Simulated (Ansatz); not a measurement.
How methods differ on SiH4S (sulfanylsilane)

SiH4S: 6 atoms, total charge 0, spin state singlet. As SMILES, `[SiH3]S`. The shape is that of a PBE0-D4/def2-TZVP optimisation.

```xyz
6

Si   -0.1698   -0.2634   -0.4360
S     0.9073   -0.0126    1.3928
H    -1.6298   -0.0743   -0.2416
H     0.1086   -1.6583   -0.8525
H     0.2998    0.6812   -1.4811
H     0.5261    1.2633    1.5723
```

Quantity: the energy change with the S2–H6 bond stretched from 1.344 to 2.015 Å, in eV. The values are calculated.

```
                     level                    kind  program  value (eV)  less FCI/STO-3G
    HF/STO-3G (restricted)            Hartree–Fock   Ansatz        3.86            +1.40
 SVWN5/STO-3G (restricted)                     LDA   Ansatz        2.71            +0.25
revPBE/STO-3G (restricted)                     GGA   Ansatz        2.53            +0.07
r2SCAN/STO-3G (restricted)                meta-GGA   Ansatz        2.80            +0.34
 HSE06/STO-3G (restricted)  range-separated hybrid   Ansatz        2.97            +0.51
B2PLYP/STO-3G (restricted)           double hybrid   Ansatz        2.94            +0.48
 CCSDT/STO-3G (restricted)   coupled cluster or CI   Ansatz        2.46             0.00
                FCI/STO-3G      exact in the basis   Ansatz        2.46             0.00
```

FCI/STO-3G is exact within its basis and frozen core, so for wave-function methods in that basis the difference is their error; functionals converge differently with the basis, so for them it is only a difference. Spin-restricted single references rise too steeply as a bond breaks, Hartree–Fock most of all. The first shape isn't each level's own minimum. The values span 2.46 to 3.86 eV. All rows use very small basis sets, so even the best lies far from the true value.

Stretching the S–H bond brings its σ and σ* orbitals closer in energy, so the doubly excited σ*² configuration gains weight in the singlet. Hartree–Fock lacks this left-right correlation and keeps too much ionic character in the stretched bond, which accounts for most of its +1.40 eV excess. CCSDT recovers the FCI energy change to the printed precision, as expected when the main strong correlation involves a single electron pair and triple excitations describe its coupling to the other valence electrons.

The semilocal functionals lie much closer to FCI than Hartree–Fock does, probably because their localised exchange hole mimics part of the left-right correlation. Exact exchange removes some of that mimicry, consistent with the higher HSE06 value. B2PLYP, with a larger share of exact exchange, nevertheless falls slightly below HSE06, which suggests that its perturbative correlation offsets the added cost. Nor does the difference shrink steadily with functional sophistication: r2SCAN lies above both SVWN5 and revPBE. A single stretched point doesn't establish the dissociation energy or whether CCSDT would still match FCI at full separation.
